Tetrachloroethene, C2Cl4, is a closed-shell molecule with a C=C double bond and four C–Cl bonds. Its atomization energy, the energy needed to pull it apart into six free atoms, is 1952.2 kJ/mol by measurement, once vibrational and thermal energies are taken out. Density functionals can be ranked on a ladder whose upper rungs add exact exchange and then correlation built from unoccupied orbitals. Does a higher rung bring the computed energy closer to the measured one in a small basis?

Atomization energy of C2Cl4 (neutral singlet), computed with Ansatz 0.2.0 at the listed Hartree–Fock, post-Hartree–Fock and density-functional levels in the cc-pV(D+d)Z basis, at the MP2(full)/6-31G* geometry. Relativity is neglected, and correlation built from unoccupied orbitals leaves out the noble-gas cores.

```
   level  computed less measured atomization energy (kJ/mol)  rough wall time (s)
     RHF                                              -783.9                   20
     UHF                                              -782.5                   20
    RMP2                                               -81.7                  n/a
   RCCSD                                              -260.8                  n/a
RCCSD(T)                                              -201.9                   10
 BCCD(T)                                              -200.8                    8
   SPW92                                               492.0                    3
     PBE                                               126.8                    6
  revPBE                                                -2.6                    5
  r2SCAN                                                27.5                   10
    PBE0                                                29.2                    8
   B3LYP                                               -79.7                    8
 wB97M-V                                                13.6                   30
  B2PLYP                                                   ?                    ?
 RPA-PBE                                                   ?                    ?
```

A negative entry under "computed less measured atomization energy" means that the calculation binds the molecule too weakly. The two question marks stand for the top of the ladder. B2PLYP takes about a quarter of its correlation from second-order perturbation theory, and RPA-PBE takes all of it from the random-phase approximation, evaluated with PBE orbitals. The rows above them hold enough to estimate both.

The first stretch, RHF and UHF, shows what is at stake. Hartree–Fock theory lets each electron feel only the average field of the others, and it finds 60 per cent of the measured binding. Most of the rest is correlation: electrons of a bond avoid each other, and this lowers the energy of the molecule more than that of the separate atoms. Any method that is to come close must supply this large difference, and the rows differ in where they get it from.

The next stretch, from RMP2 to BCCD(T), builds correlation from unoccupied orbitals. RCCSD(T) is the most trustworthy of these levels for a molecule with ordinary bonds, yet it still falls 202 kJ/mol short of measurement. The runs warn of an unstable reference and of spin contamination, and the molecule itself is affected. Its unrestricted solution lies 1.4 kJ/mol below the restricted one and has a spin square of 0.13 instead of zero, so the instability is real but small in energy. For coupled cluster the choice of orbitals hardly matters, since BCCD(T), which reoptimizes them, differs by only 1.1 kJ/mol.

The standard explanation for most of this shortfall is the basis. Where two electrons meet, the exact wave function has a sharp crease, and products of smooth orbitals can reproduce it only if many orbitals of high angular momentum are present. A double-zeta basis has few of them, so it loses part of the correlation energy. The table contains a single basis, so this cause is argued from theory and its size cannot be read off here.

The hydrogen molecule shows why the loss weakens the binding. A free hydrogen atom has one electron and therefore no correlation energy to lose, so whatever correlation energy the basis misses in H2 is taken entirely from the bond. The atoms of C2Cl4 do have correlation of their own, and part of the loss cancels between them and the molecule. The cancellation is incomplete, because bonding brings together electrons that were on different atoms.

RMP2 seems to contradict this, for it misses by only 82 kJ/mol. But in the same basis it binds 120 kJ/mol more strongly than RCCSD(T), which treats the same correlation more completely. Its own tendency to overbind therefore offsets part of what the basis loses. A correlated level in a small basis thus carries two errors, the loss from the basis and the error of the method itself, and the total depends on whether they oppose or reinforce each other.

The functionals from SPW92 to wB97M-V get their correlation in another way. They compute it from the density, and the short-range avoidance of electrons is already contained in their formulas. The basis has to describe only the density and the occupied orbitals, which is a much easier task. This is why revPBE or wB97M-V can land near the measured value in a basis where RCCSD(T) does not.

Such small misses should not be read as a ranking. They mix the error of the functional with what the basis still lacks, since a double-zeta basis is not complete for functionals either. The calculations omit the spin–orbit lowering of the free atoms, mostly of chlorine, which makes the computed binding too large by roughly 15 kJ/mol. The measured value is itself uncertain by roughly 10 kJ/mol. The large differences are safe, among them the strong overbinding of SPW92, the milder overbinding of PBE and the drop from PBE to PBE0.

That drop is useful for the forecast. PBE0 replaces a quarter of the PBE exchange by exact exchange, and the binding falls by 98 kJ/mol. Semilocal exchange imitates some of the correlation between electrons at the two ends of a bond, and exact exchange removes this help. To reach the same total binding, a functional with more exact exchange needs more from its correlation part.

B2PLYP does both things at once. Compared with B3LYP it raises exact exchange from 20 to 53 per cent, which weakens the binding, and it replaces 27 per cent of the density-based correlation by a second-order term, which strengthens it. If the two changes simply add, its miss M can be estimated from that of B3LYP:

M(B2PLYP) = M(B3LYP) + 0.33 S + 0.27 (1.2 C₂ − C_d)

Here S is the change in binding when all semilocal exchange is replaced by exact exchange, C₂ is the binding that second-order correlation adds to RHF, and C_d is the binding that density-based correlation adds to it. The known rows give all three, with PBE standing in for the related ingredients of B2PLYP and the exchange effect taken as linear:

S = (29.2 − 126.8) / 0.25 = −390.4 kJ/mol
C₂ = −81.7 + 783.9 = 702.2 kJ/mol
C_d = 126.8 − 390.4 + 783.9 = 520.3 kJ/mol

The factor 1.2 is a rough guess. Second-order correlation grows when the gap between occupied and unoccupied orbitals shrinks, and the gap is smaller with the orbitals of a hybrid functional than with those of Hartree–Fock. Nothing was fitted, and the estimate becomes:

M(B2PLYP) = −79.7 − 128.8 + 87.0 = −121.5 kJ/mol

The forecast for B2PLYP is therefore about −122 kJ/mol, with a range from −162 to −82. It should lie below B3LYP and be worse than the best hybrid, wB97M-V. The range is a judgement, not a statistical error. It has to cover the guessed factor, small local terms in B3LYP that the formula ignores, and a perturbation term that is more exposed to a doubtful reference than coupled cluster is.

RPA-PBE needs a different starting point. It borrows the orbitals of PBE but discards the PBE exchange and correlation energy, and with it the cause of the PBE overbinding. In its place come exact exchange and a correlation energy summed entirely over unoccupied orbitals. It should therefore suffer the full loss from the basis, for which the RCCSD(T) row can stand.

To this comes the error of the method itself. The random-phase approximation describes electrons at short distance poorly, and this error does not fully cancel between molecule and atoms. The method is known to underbind ordinary molecules. A rough recalled size is 6 per cent of the atomization energy:

M(RPA-PBE) = −201.9 − 0.06 × 1952.2 = −319 kJ/mol

The forecast for RPA-PBE is about −319 kJ/mol, with a range from −389 to −249. It should lie below RCCSD(T), in spite of its overbinding PBE start. This range too is a judgement, and its weakest point is the assumption that RPA loses no more to the basis than coupled cluster does.

The withheld rows as computed:

```
  level  computed less measured atomization energy (kJ/mol)  rough wall time (s)
 B2PLYP                                               -93.7                   20
RPA-PBE                                              -398.5                    8
```

B2PLYP comes out at −93.7 kJ/mol, inside its range and 28 kJ/mol above the central forecast. Both qualitative statements hold: it lies below B3LYP, and it is 107 kJ/mol below wB97M-V. A reader who trusted the ladder and guessed that B2PLYP would do as well as the best hybrid would have been wrong by that amount.

The hit is less precise than it looks. The forecast had B2PLYP 42 kJ/mol below B3LYP, and the computed distance is 14. This small distance is what remains of two large changes of opposite sign, so a modest error in either of them shows up strongly. Without the factor 1.2 the estimate would have been −159 kJ/mol, further from the computed value. The enlargement thus acts in the right direction, but one row cannot tell whether 1.2 is its true size or whether it also makes up for the neglected terms.

Nor does the result show how much of the B2PLYP miss is due to the basis. B3LYP underbinds by 80 kJ/mol without any second-order term, so a good part of the shortfall may have nothing to do with unoccupied orbitals. Theory says that B2PLYP inherits roughly a quarter of the loss that full second-order theory suffers. That share is already contained in the RMP2 row from which the estimate was built.

RPA-PBE comes out at −398.5 kJ/mol, and here the forecast fails. The computed value lies 79 kJ/mol below the central estimate and about 10 outside the range. The order was right, since RPA-PBE binds more weakly than RCCSD(T) and far more weakly than PBE. But its distance from RCCSD(T) is 197 kJ/mol, about 10 per cent of the measured atomization energy instead of the assumed 6.

A likely reason is the weak point named before. The random-phase approximation leaves exchange out of its correlation energy, so it treats two electrons of the same spin as if they could meet, although the Pauli principle keeps them apart. The spurious short-range correlation that results also has to be built from orbitals of high angular momentum. In a small basis, RPA should then lose more than coupled cluster does.

It is also possible that 6 per cent was too little for a molecule with four C–Cl bonds. The single basis does not separate the two explanations, but a larger one would. If the distance between RPA-PBE and RCCSD(T) shrank clearly, the basis would be responsible for that part, and what remained near the limit of a complete basis would belong to the method.

The correlated rows can now be read together. On the reading argued here, RCCSD(T) suffers mainly from the loss due to the basis, RMP2 hides part of this loss behind its overbinding, and RPA-PBE adds its own underbinding and probably a larger basis loss. For a similar molecule in a similar basis, two questions therefore give a first guess: how much of the correlation is built from unoccupied orbitals, and does the method by itself bind too strongly or too weakly? The position on the ladder tells whether unoccupied orbitals enter, but not how much of the correlation they carry, and it does not answer the second question.
